\textbf{Student.} The density-based basis-set correction, added after a full CI calculation on BH, lowers the energy and leaves the dipole where it was. Either it is useless for properties, or I must pay for a self-consistent loop. A larger basis looks like the simpler purchase.

\textbf{Lecturer.} We can price both. I use atomic units: energies in $E_h$, dipoles in $ea_0$. The scheme of Giner, Toulouse and co-workers (2018) defines $\bar E^{B}[n]=F[n]-F^{B}[n]$, where $F[n]$ is the minimum of $\langle T+W_{ee}\rangle$ over all wave functions with density $n$, and $F^{B}$ the same minimum over wave functions in the basis $B$. Then
\begin{equation}
E_0^{B}=\min_{\Psi\in B}\left\{\langle\Psi|H|\Psi\rangle+\bar E^{B}[n_\Psi]\right\}.\tag{1}
\end{equation}
Vary $\Psi$ at fixed norm with a multiplier $\mathcal E$. Since $\delta n(\mathbf r)=2\,\mathrm{Re}\langle\delta\Psi|\hat n(\mathbf r)|\Psi\rangle$, the second term changes by $2\,\mathrm{Re}\langle\delta\Psi|\sum_i\bar v(\mathbf r_i)|\Psi\rangle$. With $P_B$ the projector on the $N$-electron space of the basis,
\begin{equation}
P_B\Big(H+\sum_i\bar v(\mathbf r_i)\Big)\Psi=\mathcal E\,\Psi,\quad \bar v=\frac{\delta\bar E^{B}}{\delta n},\quad E_0^{B}=\mathcal E+\bar E^{B}-\int\bar v\,n\,d\mathbf r.\tag{2}
\end{equation}
The last form follows from $\mathcal E=\langle H\rangle+\int\bar v n$. A constant added to $\bar v$ cancels in it.

\textbf{Student.} And my dipole stood still because I never solved (2).

\textbf{Lecturer.} Yes. Let $n_0$ be the uncorrected density and $\chi(\mathbf r,\mathbf r')=\delta n(\mathbf r)/\delta v(\mathbf r')$ the static interacting response inside $B$ at fixed $N$, which is negative semidefinite. Near $n_0$ the lowest $\langle H\rangle$ at given density rises as $-\frac12\delta n\,\chi^{-1}\delta n$, and $\bar E^B$ changes by $\bar v\,\delta n+\frac12\delta n\,\bar f\,\delta n$, with $\bar f=\delta\bar v/\delta n$, integrals implied, all taken at $n_0$. The minimum lies at $\delta n=(1-\chi\bar f)^{-1}\chi\bar v$. To leading order in the strength of the correction,
\begin{equation}
E_0^{B}-E_{\rm post}=\tfrac12\iint\bar v\chi\bar v\le 0,\qquad \delta d=-\iint z\,\chi(\mathbf r,\mathbf r')\,\bar v(\mathbf r')\,d\mathbf r\,d\mathbf r',\tag{3}
\end{equation}
where $E_{\rm post}=E^{B}_{\rm FCI}+\bar E^{B}[n_0]$ and $d=\sum_AZ_Az_A-\int z\,n$. The energy moves at second order, the dipole at first.

\textbf{Student.} The dipole is also $-dE/d\mathcal F$. If $E_{\rm post}$ is good to first order at every field, its derivative must be too.

\textbf{Lecturer.} It is. A field adds $\mathcal F z$ per electron, so $dn_0/d\mathcal F=\chi z$, and $-dE_{\rm post}/d\mathcal F=d_0-\iint\bar v\chi z$, the same shift as in (3) because $\chi$ is symmetric. This holds if basis and functional are kept fixed as the field is applied. So there are three routes. The linear route evaluates (3), by one response equation or by two solves at $\pm\mathcal F$. The one-shot route solves (2) once with $\bar v[n_0]$ frozen. The self-consistent route repeats that. Each repetition multiplies the distance to the fixed point by $\rho\sim\|\chi\bar f\|$.

\textbf{Student.} What does one solve cost?

\textbf{Lecturer.} Count for BH with the $1\sigma$ core frozen: two $\alpha$ and two $\beta$ electrons in $m=M-1$ orbitals. In aug-cc-pV$X$Z boron carries $\sum_{k=1}^{X+1}k^2+(X+1)^2$ functions and hydrogen $\sum_{k=1}^{X}k^2+X^2$, so
\begin{equation}
M=\tfrac13(X+1)(2X^2+4X+3)+2X^2+2X+1 .\tag{4}
\end{equation}
Without spatial symmetry the CI vector has $N_{\rm det}=\binom m2^2$ entries, which sets the memory. With $v=m-2$, each determinant couples to itself, to $4v$ singles, to $2\binom v2$ same-spin doubles and to $(2v)^2$ opposite-spin doubles. One product of $H$ with a vector therefore takes
\begin{equation}
W=\binom m2^2(5v^2+3v+1)\;\to\;\tfrac54\left(\tfrac23X^3\right)^6\tag{5}
\end{equation}
multiply-adds. Work grows as $X^{18}$ and memory as $X^{12}$. At $X=2$, $N_{\rm det}=216225$ and $W=9.28\times10^{8}$. I give every solve the same number of products and quote costs relative to one solve at $X=2$.

\textbf{Student.} You left out the grid.

\textbf{Lecturer.} The practical functional needs a local range-separation parameter $\mu^B(\mathbf r)$. Built once from a determinant with two occupied valence orbitals it takes about $4N_gm^2$ operations on $N_g$ points; the density and the matrix of $\bar v$ take $N_gm^2$ each. Assume $N_g=2\times10^4$ and ten products per solve. Then $6N_gm^2/10W$ is 0.012 at $X=2$ and $4.9\times10^{-4}$ at $X=3$. I drop it. The potential only alters the one-electron integrals, so the memory is that of the bare solve. Linear and one-shot routes cost $2W_X$, and $k$ updates cost $(1+k)W_X$.

\textbf{Student.} And the error?

\textbf{Lecturer.} The electron-electron cusp makes partial-wave increments fall as $(\ell+\frac12)^{-4}$, as Schwartz found, so the missing tail goes as $X^{-3}$. I write its size as $\tau_X=X^{-3}+\gamma X^{-4}$, with $\gamma$ a subleading coefficient that depends on the basis family. A bare dipole error $-c\,\tau_X$ then falls as $W^{-1/6}$: a factor $r$ in accuracy costs $r^6$ in work. The rival is the two-point extrapolation $[X^3d_X-(X-1)^3d_{X-1}]/[X^3-(X-1)^3]$, at work $W_X+W_{X-1}$. It removes $X^{-3}$ and leaves
\begin{equation}
+\frac{c\,\gamma}{X(X-1)(3X^2-3X+1)}\;\to\;\frac{c\,\gamma}{3X^4}\propto W^{-2/9}.\tag{6}
\end{equation}
The correction behaves differently. At large $\mu^B$ the functional is a negative constant times $\int n_2/(\mu^{B})^3$, where $n_2$ is the on-top pair density, and $\mu^B$ grows about as $X$. If $n_2$ is estimated from $n$, the estimate is off by a fraction that does not shrink with $X$. The error stays proportional to $X^{-3}$, with $c$ replaced by $\eta c$. It pays for its second solve if $|\eta|^{-6}>2$, that is $|\eta|<0.891$.

\textbf{Student.} So all hangs on $\eta$, which you have not computed.

\textbf{Lecturer.} I can in a model with an exact answer. The dipole of BH is sensitive to the mixing of $3\sigma^2$ with $1\pi^2$. Keep these two configurations, $|\sigma^2\rangle$ and $|\pi^2\rangle=(|\pi_x^2\rangle+|\pi_y^2\rangle)/\sqrt2$, and write $\Psi=\sqrt{1-p}\,|\sigma^2\rangle-\sqrt p\,|\pi^2\rangle$. They differ by a double excitation, so no one-electron operator couples them: the density is linear in $p$, and $d=d_\sigma-Dp$, with $z$ from B to H. All other functions are folded into the matrix elements. In the complete basis
\begin{equation}
H=\begin{pmatrix}0&K\\K&\Delta\end{pmatrix},\quad R=\sqrt{\Delta^2+4K^2},\quad E=\frac{\Delta-R}{2},\quad p=\frac12\Big(1-\frac{\Delta}{R}\Big).\tag{7}
\end{equation}
Assumed inputs: $\Delta=0.40$, $K=0.15$, $D=1.4$, and $d_\sigma=0.69$, a typical Hartree--Fock dipole of BH with polarity B$^-$H$^+$. Then $R=0.50$, $E=-0.050$, $p=0.100$ and $d=0.550\,ea_0=1.40$ D. I chose $D$ so that this exact dipole of the model lands on the typical correlated value, so it predicts nothing.

\textbf{Student.} Where is the finite basis?

\textbf{Lecturer.} A finite basis lacks the short-range lowering, which acts like a contact term. So $H_X=H+\tau_XA$, where $A$ holds the overlaps of the on-top amplitudes $\sigma^2(\mathbf r)$ and $w/\sqrt2$, $w=\pi_x^2+\pi_y^2$. For the ratios I assume three $p$ orbitals with one radial function, crude for a hybrid such as $3\sigma$. With $j\propto\int p_z^2p_x^2$ the angular integrals give $A_{11}=3j$, $A_{12}=\sqrt2j$, $A_{22}=4j$. I assume $j=0.05\,E_h$ and $\gamma=0.5$, and set $s=j\tau_X$. Then (7) holds for $H_X$ with $\Delta_X=\Delta+s$, $K_X=K+\sqrt2s$ and an offset $3s$. Since $p$ fixes $\Psi$, the exact functional is known, $\bar E=-sQ(p)$, and with it (1) returns the exact answer at any $X$. The local estimate replaces $|\Psi(\mathbf r,\mathbf r)|^2$ by $(n/2)^2$ with $n/2=(1-p)\sigma^2+pw/2$, giving $\bar E=-sq(p)$:
\begin{equation}
Q=3+p-2\sqrt{2p(1-p)},\qquad q=3(1-p)^2+2p(1-p)+2p^2=3-4p+3p^2 .\tag{8}
\end{equation}
The local functional here inherits the true $\tau_X$. That favours it, and we shall return to it.

\textbf{Student.} What becomes of $\bar v$ and $\chi$?

\textbf{Lecturer.} Numbers. Only the difference of the two diagonal elements of $\sum_i\bar v(\mathbf r_i)$ matters, and it equals $d\bar E/dp$. It shifts $\Delta_X$. So
\begin{equation}
\bar v=s(4-6p),\quad\bar f=-6s,\quad\chi=\frac{\partial p}{\partial\Delta_X}=-\frac{2K_X^2}{R_X^3},\quad\delta d=-D\chi\bar v .\tag{9}
\end{equation}
At the exact point $\chi=-0.36$, $Q=2.251$, $q=2.63$, $Q'=-2.771$, $q'=-3.4$. To first order in $s$ the bare dipole error is $-c\tau_X$ with $c=D\chi Q'j=0.0698$. The correction overshoots and leaves $+\eta c\tau_X$ with $\eta=q'/Q'-1=0.227$. For the energy the fraction left is $q/Q-1=0.168$, also an overshoot. The energy tests the value of the functional and the dipole tests its slope. The gain in work at equal dipole error is $\eta^{-6}/2=3.7\times10^3$.

\textbf{Student.} Asymptotically. Nobody works at $X\to\infty$.

\textbf{Lecturer.} Fair. Here are the counts from (4) and (5), with the model's energy errors in m$E_h$.
\begin{center}
\begin{tabular}{ccccccc}
$X$&$M$&memory&work&$s$/m$E_h$&bare&post\\\hline
2&32&1&1&7.81&17.51&$-2.84$\\
3&69&24.0&123&2.16&4.86&$-0.81$\\
4&126&278&$4.92\times10^3$&0.879&1.98&$-0.33$\\
5&207&2062&$1.00\times10^5$&0.440&0.99&$-0.17$
\end{tabular}
\end{center}
Between $X=4$ and 5 the work grows as $X^{13.5}$, so the exponent 6 is in practice 4.5 and the gain is $\eta^{-4.5}/2=396$. That is smaller, and still large.

\textbf{Student.} Show me (2) and (3) at $X=2$, where the correction is largest.

\textbf{Lecturer.} The bare solve gives $p_0=0.1076$, $d_0=0.5393$, $\chi=-0.370$ and $\bar v=26.2$ m$E_h$. The linear shift is $\delta d=13.56\times10^{-3}$, larger than the whole bare error, while $\frac12\chi\bar v^2$ is only $-0.127$ m$E_h$. Solved to self-consistency, $p=0.0983$, the dipole has moved by $12.99\times10^{-3}$ and the energy by $-0.124$ m$E_h$. With the constant in $\bar v$ fixed so that $|\sigma^2\rangle$ is not shifted, $\mathcal E=-29.75$, $\bar E=-20.59$ and $\int\bar vn=\bar vp=2.62$ m$E_h$, which combine to $E_0^B=-52.96$ m$E_h$. The dipole errors against the exact 0.550, in $10^{-3}\,ea_0$, are these; the last column extrapolates bare values from $X-1$ and $X$.
\begin{center}
\begin{tabular}{cccccc}
$X$&bare or post&linear&one-shot&self-consistent&extrapolated\\
work&$W_X$&$2W_X$&$2W_X$&$(1+k)W_X$&$W_X+W_{X-1}$\\\hline
2&$-10.67$&2.89&2.12&2.32&\\
3&$-3.00$&0.72&0.66&0.67&0.23\\
4&$-1.22$&0.28&0.27&0.28&0.071\\
5&$-0.61$&0.14&0.14&0.14&0.027
\end{tabular}
\end{center}

\textbf{Student.} One-shot beats self-consistent. That cannot be a principle.

\textbf{Lecturer.} It is an accident: the functional overshoots, and one-shot stops short of the overshoot. The principle is that the three routes differ at order $s^2\propto X^{-6}$, while the functional's own error is of order $\eta s\propto X^{-3}$. At $X=2$ the contraction factor $\rho=\chi\bar f$ is 0.015 at the fixed point, and a second update, at total work 3, lands within $0.003\times10^{-3}$ of it. The loop converges quickly to a number that is no better. One extra solve buys what the functional has to give.

\textbf{Student.} The last column embarrasses you. At $X=3$ extrapolation costs 124 against 246 and has about a third of the error.

\textbf{Lecturer.} In this model, yes, and (6) says so: an exponent beats a prefactor. The leading term (6) gives 0.31 for the pair (2,3); terms in $s^2$ bring it to 0.23. But the verdict depends on $\gamma$. To first order in $s$ the two errors at $X=3$ are equal when $\gamma/114=\eta(1+\gamma/3)/27$, that is $\gamma=1.4$. For a basis family further from the $X^{-3}$ law, as small bases may be, the corrected triple-zeta value is the more accurate. Extrapolation also multiplies independent noise of equal size in the two dipoles by $\sqrt{X^6+(X-1)^6}/[X^3-(X-1)^3]$, which is 1.48 for (2,3) and 1.88 for (3,4). And a second solve started from the first vector needs fewer products than I charged, so 124 against 246 is close to a tie in cost.

\textbf{Student.} Then do both: extrapolate the one-shot values.

\textbf{Lecturer.} For (2,3) that costs 248 and the model's error is 0.040. To first order it is $-\eta$ times (6), or $-0.069$; the $s^2$ terms reverse the sign, so the small value is partly a cancellation. Worse, the gain comes wholly from my favour to the functional. If its tail were a pure $X^{-3}$, the extrapolation would remove the correction at first order and return (6) at twice the work. I list it as conditional.

\textbf{Student.} So choose.

\textbf{Lecturer.} Among the tabulated options, errors again in $10^{-3}\,ea_0$:
\begin{center}
\begin{tabular}{lllll}
demand&choice&work&memory&error\\\hline
error below 5&one-shot, $X=2$&2&1&2.12\\
error below 1&extrapolated (2,3)&124&24.0&0.23\\
error below 0.1&extrapolated (3,4)&$5.04\times10^3$&278&0.071\\
work 10 or memory 10&one-shot, $X=2$&2&1&2.12\\
work 300&extrapolated (2,3)&124&24.0&0.23\\
work $10^4$&extrapolated (3,4)&$5.04\times10^3$&278&0.071
\end{tabular}
\end{center}
For the first demand the bare route needs $X=3$, 61 times the work. For the second it needs $X=5$, 809 times the work of the extrapolation; one-shot at $X=3$ also qualifies. For the third the correction alone fails even at $X=5$, where it costs $2.00\times10^5$. If the functional does track the $X^{-4}$ term, the combined (2,3) value takes over the third and fifth rows, and serves the sixth. In the fourth row the spare budget of eight solves buys nothing, since $X=3$ is out of reach and iteration does not reduce $\eta$.

\textbf{Student.} How much of this survives for the real molecule?

\textbf{Lecturer.} The counts (4) and (5) are those of BH. Symmetry and factorised algorithms change prefactors; more correlated electrons steepen full CI and widen the range in which only the smallest basis is affordable, which is where the correction wins. Equations (2) and (3) are general. The errors, $\eta$ and the crossover in $\gamma$ are the model's. It has one pair and one density coordinate, and it has no one-particle incompleteness. That part of the dipole error is present already in Hartree--Fock and depends on diffuse functions. Neither a short-range correlation functional nor an $X^{-3}$ formula describes it, so it must be converged or corrected separately. To lower $\eta$ itself one takes $n_2$ from the wave function, at the price of the two-particle density matrix on the grid. In this model that replaces $q$ by $Q$ and makes $\eta$ vanish, which shows that the on-top estimate is the model's only source of functional error.